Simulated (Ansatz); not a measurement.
# BiMo: pressure against volume scale

Periodic Kohn-Sham DFT of a crystal at fixed atoms, scaled to volume_scale times the given cell; pressure positive in compression, energy less spherical unpolarised free atoms, largest_vzz the field gradient of largest size among the nuclei. The results are calculated, by Ansatz 0.2.0.

The cell before it is scaled or strained (space group F-43m, No. 216):
```
BiMo
1.0
      0.0000     3.1578     3.1578
      3.1578     0.0000     3.1578
      3.1578     3.1578     0.0000
Mo Bi
1 1
Direct
  0.00000 0.00000 0.00000
  0.25000 0.25000 0.25000
```

Settings of every row: method frozen-core PAW; functional PBE; relativity scalar; k mesh 11x11x11; filling fermi-dirac; smearing width 0.08 eV; wave cutoff 420 eV; paw set soft_2.

Atom start moment: 0 on all atoms.

Limits: no spin-orbit coupling on heavy atoms; the cell comes from a prototype or a list of computed structures and needn't be the stable phase.

```csv
row,volume scale,V (Å³/atom),pressure (GPa)
1,0.96,30.229,2.935
2,0.98,30.859,1.386
3,1,31.487,0.002
4,1.02,32.118,?
5,1.04,32.748,-2.339
```

Question: what pressure should row 4 give?

Worked fit of pressure. Take u = (V_r/V)^(2/3) − 1 with V_r = 31.173 Å³ an atom, which is twice the finite (Eulerian) strain; such expansions in the strain, on which the Birch-Murnaghan equation of state is built, carry the rest volume and the bulk modulus. The shown rows have u = 0.02071, 0.00677, -0.00666, -0.03233. Least squares give pressure = 0.6747 + 102.931 × u + 300.36 × u² GPa; a straight line predicts inner rows, each left out in turn, worse (root mean square 0.13 against 0.0014 GPa). The rows lie off it by 0.000, 0.001, -0.001, 0.000. The pressure vanishes at u = -0.0067, or V = 31.49 Å³ an atom, and there the bulk modulus at fixed shape and fractions is B = −V dP/dV = (2/3)(1 + u) dP/du = 65.5 GPa. The withheld row has u = -0.01971, so the fit gives 0.6747 + 102.931 × (-0.01971) + 300.36 × (-0.01971)² = -1.237 GPa.

The calculation gave -1.235 GPa. The fit lies 0.002 GPa (0.038 % of the column's range) below it; its largest miss of a shown row is 0.001 GPa.
